Why the pair momentum term is negative and the Darwin term overshoots, from Ce to Bi

For neutral atoms from Ce to Bi at the Hartree-Fock level, the kinetic energy T is of order 10⁴ hartree, the Darwin term and the net relativistic shift are of order 10³ hartree, and the electron density at the nucleus, n(0), is of order 10⁵ bohr⁻³. The pair term S = <Σ p_i·p_j>, summed over electron pairs with momenta p, is a few 10³ in atomic units. It acts only after division by the nuclear mass M, so that the whole nuclear recoil energy is 0.02 to 0.03 hartree. Z is the nuclear charge, α = 1/137.04, and ΔE stands for E(Dirac) − E(non-rel.).

Neutral atoms computed with B-spline radial code 1 at the basis-set limit: non-relativistic Hartree-Fock, average of configuration, point nucleus. The sum Σ p_i·p_j runs over electron pairs i < j, and the Darwin term is the one-electron (electron-nucleus) one. E(Dirac) is from Dirac-Coulomb Hartree-Fock with a Fermi nucleus, averaged over nl shells.

```
species   Z           configuration  kinetic energy (hartree)  <Σ p_i·p_j> (hartree m_e)  ratio to kinetic energy  first-order Darwin (hartree)  n(0) (bohr⁻³)  E(Dirac) − E(non-rel.) (hartree)
     Ce  58        [Xe] 4f1 5d1 6s2                    8566.8                      -2803                  -0.3271                         671.0         138300                            -294.2
     Pr  59            [Xe] 4f3 6s2                    8921.1                      -2941                  -0.3297                         718.9         145700                            -317.1
     Nd  60            [Xe] 4f4 6s2                    9283.7                      -3081                  -0.3318                         769.5         153300                            -341.4
     Pm  61            [Xe] 4f5 6s2                    9654.9                      -3225                  -0.3340                         822.7         161200                            -367.2
     Sm  62            [Xe] 4f6 6s2                     10035                      -3373                  -0.3361                         878.6         169400                            -394.5
     Eu  63            [Xe] 4f7 6s2                     10423                      -3526                  -0.3383                         937.2         177900                            -423.4
     Gd  64        [Xe] 4f7 5d1 6s2                     10820                      -3680                  -0.3401                         998.9         186600                            -454.1
     Tb  65            [Xe] 4f9 6s2                     11226                      -3845                  -0.3425                          1063         195600                            -486.3
     Dy  66           [Xe] 4f10 6s2                     11641                      -4012                  -0.3446                          1131         204900                            -520.3
     Ho  67           [Xe] 4f11 6s2                     12065                      -4183                  -0.3467                          1202         214400                            -556.2
     Er  68           [Xe] 4f12 6s2                     12498                      -4359                  -0.3488                          1276         224300                            -594.1
     Tm  69           [Xe] 4f13 6s2                     12940                      -4540                  -0.3508                          1353         234500                            -634.1
     Yb  70           [Xe] 4f14 6s2                     13391                      -4725                  -0.3529                          1434         245000                            -676.2
     Lu  71       [Xe] 4f14 5d1 6s2                     13852                      -4912                  -0.3546                          1519         255800                            -720.6
     Hf  72       [Xe] 4f14 5d2 6s2                     14321                      -5103                  -0.3563                          1607         266900                            -767.5
     Ta  73       [Xe] 4f14 5d3 6s2                     14800                      -5299                  -0.3580                          1699         278300                            -816.8
      W  74       [Xe] 4f14 5d4 6s2                     15287                      -5498                  -0.3597                          1795         290000                            -868.7
     Re  75       [Xe] 4f14 5d5 6s2                     15784                      -5703                  -0.3613                          1895         302100                            -923.2
     Os  76       [Xe] 4f14 5d6 6s2                     16291                      -5911                  -0.3629                          1999         314500                            -980.5
     Ir  77       [Xe] 4f14 5d7 6s2                     16806                      -6125                  -0.3644                          2108         327300                             -1041
     Pt  78       [Xe] 4f14 5d9 6s1                     17331                      -6344                  -0.3660                          2220         340300                             -1104
     Au  79      [Xe] 4f14 5d10 6s1                     17865                      -6566                  -0.3675                          2338         353700                             -1170
     Hg  80      [Xe] 4f14 5d10 6s2                     18409                      -6792                  -0.3690                          2460         367500                             -1240
     Tl  81  [Xe] 4f14 5d10 6s2 6p1                     18962                      -7023                  -0.3704                          2586         381700                             -1313
     Pb  82  [Xe] 4f14 5d10 6s2 6p2                     19524                      -7258                  -0.3718                          2717         396200                             -1390
     Bi  83  [Xe] 4f14 5d10 6s2 6p3                     20096                      -7498                  -0.3731                          2854         411100                             -1470
```

The comparison system throughout is an atom of non-interacting electrons in bare hydrogen-like orbitals. It gets signs, selection rules and leading powers of Z right, but it has no screening, so its sizes fail for outer shells. The printed analysis after the text gives the fits and residuals.

Ce: what sets n(0) and the Darwin term?

The two columns are one result, since the calculation defines

Darwin = π Z α² n(0)/2

Only s electrons reach a point nucleus, and a bare pair with principal number n contributes 2Z³/(πn³). The Eu run shows how screening trims this: 1s keeps 0.983 of its bare value and supplies 88 % of n(0), while 6s keeps 0.01 and supplies 0.004 %. Measured as terms of Σ1/n³, the inner shells each lose a similar amount of order 1/Z (0.017 for 1s and 0.019 for 2s in Eu), and 1s to 4s carry about seven tenths of the whole loss; the rest is the tail of outer and missing shells. Shells survive up to roughly n ~ Z^(1/3), so both parts should scale as Z^(−2/3), which suggests

Darwin = Z⁴α² [1.202 − c Z^(−2/3)]

where 1.202 is the full sum. A fit to n(0) of all rows gives c = 1.358. For Bi, which was part of the fit, Z⁴α² = 83⁴/137.04² = 2527, the bracket is 1.202 − 1.358 × 0.0526 = 1.131, and the product is 2858 hartree against 2854. The worst miss is 0.18 % of the table value (Ce), against 0.48 % for a single screening constant. Both drift steadily with Z by more than the rounding of 0.04 %, so c is only a fitted number.

Ce again: why is ΔE negative when the Darwin term is positive?

In every row the Darwin term exceeds |ΔE|, by a factor of 2.28 in Ce and 1.94 in Bi. The Darwin term smears the electron over a Compton wavelength and weakens the nuclear attraction. The mass-velocity term −α²p⁴/8 lowers the energy of every fast electron. For a bare 1s electron these are +1/2 and −5/8 in units of Z⁴α², a ratio of −1.25, and the net is −1/8. Electrons with angular momentum l > 0 get the negative term alone, since spin-orbit splitting cancels at first order in the shell average. The table shows only the remainder: ΔE minus Darwin is −965 hartree in Ce, −1.44 times the Darwin term. That mass-velocity dominates it is the theoretical argument; two-electron terms, higher orders and nuclear size are also inside.

Pr to Eu: why is S negative, and why about a third of T?

The kinetic energy of the recoiling nucleus is

<P²>/2M = (T + S)/M, with P = Σ p_i

where T/M is the normal and S/M the specific mass shift. In a determinant the direct part <i|p|i>·<j|p|j> vanishes by parity, and exchange leaves

S = −Σ |<i|p|j>|², over occupied pairs of equal spin

The operator p is an odd vector, so it joins only shells whose l differ by one: 1s with 2p, 2p with 3d, 3d with 4f. This is exchange and needs no correlation. Completeness gives T = ½ Σ_i Σ_k |<i|p|k>|² with k over all states, while −S is the same sum with k restricted to occupied ones. Thus −S/T lies between 0 and 1 and is the share of p|i> that falls in occupied orbitals. It grows when a shell reachable from the core fills, and when the nuclear charge rises at fixed configuration. From Pr to Eu, and again from Tb to Yb, each step, which adds one 4f electron and one proton, raises it by 0.0020 to 0.0022; most of the step is due to the proton, since the steps into Gd and Lu, which add a diffuse 5d electron instead, are still 0.0018 and 0.0017. In Ce the recoil is 0.0336 − 0.0110 = 0.0226 hartree. The bare atom, with no parameter, gives −0.419 for Ce, and its magnitude is 27 to 30 % above the table value throughout. Charges taken from the computed <1/r> of each shell give |S| too small by 10 % (Eu) and 11 % (Lu), so the two versions bracket the result without reproducing it.

Gd: is the irregularity real?

Gd and Ce are imposed with one 5d electron in place of a 4f one. The step is 0.0018 into Gd and 0.0024 out of it. Interpolation from Sm, Eu, Tb and Dy misses S = −3680 by 3 units where rounding allows 1.3, while Pm, Ho and Er interpolate within 0.2. In T, Darwin and ΔE any offset at Gd is hidden by the table's rounding; the runs with more digits do show one, of well under one hartree. The offset in S is real, though known to one digit. The likely cause is overlap: 4f is compact (mean radius 0.87 bohr in Eu, beside 4d at 0.66) and couples well to 3d and 4d, whereas 5d is diffuse (in Lu its mean radius is more than three times that of 4f). The screened hydrogenic estimate agrees in sign and order: about 8 units per 4f electron (Eu) against 4 per 5d (Lu), so a direct loss of 4 to 5 units beside an offset of about 3. It is crude and ignores relaxation: with a 4f electron gone the other shells are less screened and should contract, which would raise |S| again and offset part of the loss. No run separates the two effects, so the size of that part is not known. A quadratic in Z plus the 4f count, fitted without Ce and Gd, cuts the miss in the Gd ratio from 0.0005 to 0.0002, yet does slightly worse on Ce than the quadratic alone.

Lu to Hg: why does the ratio still grow once 4f is full?

The step drops from 0.0021 into Yb to 0.0017 into Lu, the same change as at Gd, and sinks to 0.0015 at Ir, Au and Hg. The exchange of 6s for 5d at Pt leaves no mark beyond rounding. The likely main cause is the added proton, which weakens the relative screening of the inner shells and moves the ratio towards its bare value. No run changes Z at fixed configuration, so this is inferred. In the bare atom the ratio depends on the configuration alone. From Hg to Bi it gains 0.0011 while the table gains 0.0041, so there the new 6p electrons explain only a small part. From Lu to Hg, however, it gains 0.0120 against 0.0144 in the table, and taken at face value the new 5d electrons would supply most of the growth. But the bare model fits badly here, because an unscreened 5d orbital is far too compact and couples too strongly to the core. The screened estimate for Lu gives 4.2 units of |S| per 5d electron, about 0.0003 of the ratio in a step of 0.0017. The 5d shell contracts along the row, so its share may grow, but the nearly equal steps for a 5d, a 6s and a 6p electron (Au, Hg, Tl) suggest that the proton still supplies most of a late step. A neighbouring row should then show a background step that shrinks slowly with Z, plus an extra part when the new electron is compact and has core partners with l one lower.

Tl to Bi: why does ΔE outrun Z⁴?

From Ce to Bi the Darwin term rises as Z^4.04 and |ΔE| as Z^4.49. At Bi (Zα)² is 0.367, and first order no longer suffices: for the bare atom the exact Dirac shift exceeds the first-order one by 9 % in Ce and 20 % in Bi. One scale factor fitted to all rows misses by ±7 % with the first-order sum (power 4.10) and by +2.4 % to −1.7 % with the Dirac sum (power 4.38), relative to the table and far above its rounding of 0.05 %. The leftover slope has the sign of weakening screening, which adds to the higher orders. The extended nucleus raises the Dirac energy: the non-relativistic n(0) gives about 0.8 hartree in Bi, an underestimate because the relativistic density near the nucleus is several times higher.

Pt as a check: what changes with the Dirac equation, and which digits hold?

In the Dirac run for Pt, S is −7242 against −6344, 14 % larger in magnitude, as contracted inner shells carry more momentum. This is not a better mass shift: p_i·p_j is only part of the relativistic recoil operator, and the omitted part, of relative order (Zα)² and opposite sign, can cancel the rise or more. The density averaged over the nucleus is 5.28 times the tabulated n(0); it is a different quantity, and this is a single row, but it shows that the non-relativistic n(0) is no physical estimate at this Z. Breit and QED terms, absent from ΔE, come to +34 hartree in Pt, 3.1 % of |ΔE|, and to about +12 hartree, 4 %, in Ce, so ΔE describes the real atom to a few per cent and its second digit can already change. All printed digits hold for the stated model at the basis limit, and T equals minus the total energy by the virial theorem, so it is no independent evidence. Steps of the ratio are uncertain by 0.0001. Correlation is missing, and open shells are averaged over terms. At fixed orbitals the pairs of 4f with closed shells are the same for every term, so in Eu a single term changes S only through relaxed orbitals; in Gd the 4f-5d pairs also depend on which spins are parallel, so the small Gd offset can differ for a single term.

Printed output of the fit:

```
powers of Z, Ce->Bi: T 2.38 sms 2.75 TplusSms 2.18 n0 3.04 darwin 4.04 rel 4.49
Darwin = pi Z a^2 n0/2 (identity): err % Ce -0.01 Bi +0.01 rms 0.02 worst Tb +0.05
rounding floor %, max: darwin 0.047 n0 0.036 rel 0.048; ratio 0.00005 abs
n0 = 2Z^3/pi (zeta3 - c Z^-2/3), c=1.358: err % Ce -0.18 Bi +0.12 rms 0.10 worst Ce -0.18
n0 = 2(Z-s)^3/pi x 1.1903, s=1.37 (rows 1.28..1.44): err % Ce -0.48 Bi +0.27 rms 0.23 worst Ce -0.48
Eu 1s..6s share of n0 %: [8.79403e+01 9.49430e+00 2.01000e+00 4.57100e-01 6.61000e-02 4.30000e-03] ; /bare hydrogenic: [0.983 0.849 0.607 0.327 0.092 0.01 ]
rel = k x bare first-order sum, k=0.849, power 4.10: err % Ce +7.13 Bi -6.77 rms 4.17 worst Ce +7.13
rel = k x bare exact Dirac sum, k=0.747, power 4.38: err % Ce +2.41 Bi -1.66 rms 1.24 worst Ce +2.41
sms/T bare hydrogenic, no parameter: err % Ce +28.09 Bi +26.92 rms 28.98 worst Yb +30.08
row (Za)^2 sms/T bare-H 1+sms/T | D/Z4a2 rel/Z4a2 D/|rel| rel-D[Eh] (rel-D)/D (H 1s: -1.25) Dirac/first(bare)
Ce 0.179 -0.3271 -0.4190 0.6729 | 1.113 -0.488 2.28 -965 -1.438 1.086
Pr 0.185 -0.3297 -0.4243 0.6703 | 1.114 -0.491 2.27 -1036 -1.441 1.090
Eu 0.211 -0.3383 -0.4376 0.6617 | 1.117 -0.505 2.21 -1361 -1.452 1.104
Gd 0.218 -0.3401 -0.4392 0.6599 | 1.118 -0.508 2.20 -1453 -1.455 1.107
Tb 0.225 -0.3425 -0.4440 0.6575 | 1.118 -0.512 2.19 -1549 -1.457 1.111
Yb 0.261 -0.3529 -0.4590 0.6471 | 1.122 -0.529 2.12 -2110 -1.472 1.132
Lu 0.268 -0.3546 -0.4604 0.6454 | 1.123 -0.533 2.11 -2240 -1.474 1.136
Pt 0.324 -0.3660 -0.4717 0.6340 | 1.126 -0.560 2.01 -3324 -1.497 1.170
Hg 0.341 -0.3690 -0.4724 0.6310 | 1.128 -0.569 1.98 -3700 -1.504 1.181
Bi 0.367 -0.3731 -0.4735 0.6269 | 1.129 -0.582 1.94 -4324 -1.515 1.199
Eu Zeff=n^2<1/r> (crude): sms -3159 (-10.4%) T 10432 (+0.1%) ratio -0.303; pairs per electron {'4f': -8.2, '6s': -0.9}
Lu Zeff=n^2<1/r> (crude): sms -4371 (-11.0%) T 13851 (-0.0%) ratio -0.316; pairs per electron {'4f': -14.1, '5d': -4.2, '6s': -1.1}
step of |sms/T| x1e4 (floor 1), +2x4f -1x5d: mean 25.0; Pr26 Tb24
step of |sms/T| x1e4 (floor 1), +1x4f: mean 21.1; Nd21 Pm22 Sm21 Eu22 Dy21 Ho21 Er21 Tm20 Yb21
step of |sms/T| x1e4 (floor 1), +1x5d: mean 16.4; Gd18 Lu17 Hf17 Ta17 W17 Re16 Os16 Ir15 Au15
step of |sms/T| x1e4 (floor 1), +2x5d -1x6s: mean 16.0; Pt16
step of |sms/T| x1e4 (floor 1), +1x6s: mean 15.0; Hg15
step of |sms/T| x1e4 (floor 1), +1x6p: mean 13.7; Tl14 Pb14 Bi13
quadratic+n4f: coef x1e4 [-3.49826e+03 -1.75280e+01  1.40000e-01 -2.14100e+00]; resid x1e4 rms 0.82 worst Pr +2.1; held out Ce +1.1 Gd -2.0; floor 0.5
quadratic: coef x1e4 [-3.525742e+03 -1.862400e+01  2.200000e-01]; resid x1e4 rms 1.31 worst Yb +3.3; held out Ce +0.4 Gd -5.1; floor 0.5
table - interpolated sms: Gd +3.17 (floor 1.3); Pm -0.167 (floor 1.3); Ho +0.167 (floor 1.3); Er +0.167 (floor 1.3)
table - interpolated sms/T: Gd +0.000317 (floor 0.00013); Pm -6.67e-05 (floor 0.00013); Ho +1.67e-05 (floor 0.00013); Er -5e-05 (floor 0.00013)
table - interpolated T: Gd +9.53e-13 (floor 1.3); Pm -0.217 (floor 0.51); Ho +9.41e-13 (floor 1.3); Er +1.09e-12 (floor 1.3)
table - interpolated darwin: Gd +0.367 (floor 0.51); Pm -0.0167 (floor 0.13); Ho +1.01e-13 (floor 1.3); Er +0.167 (floor 1.3)
table - interpolated rel: Gd -0.1 (floor 0.13); Pm -0.0167 (floor 0.13); Ho -1.08e-13 (floor 0.13); Er +0.0167 (floor 0.13)
Ce A=140: T/M 0.0336 sms/M -0.0110 sum 0.0226 Eh; nuclear size from non-rel n0 ~0.1 Eh
Pt A=195: T/M 0.0488 sms/M -0.0178 sum 0.0309 Eh; nuclear size from non-rel n0 ~0.6 Eh
Bi A=209: T/M 0.0527 sms/M -0.0197 sum 0.0331 Eh; nuclear size from non-rel n0 ~0.8 Eh
Pt Dirac/non-rel: sms x1.142, density over nucleus / n0 x5.28; Breit+QED +34.2 Eh = 3.1% of |rel|
```
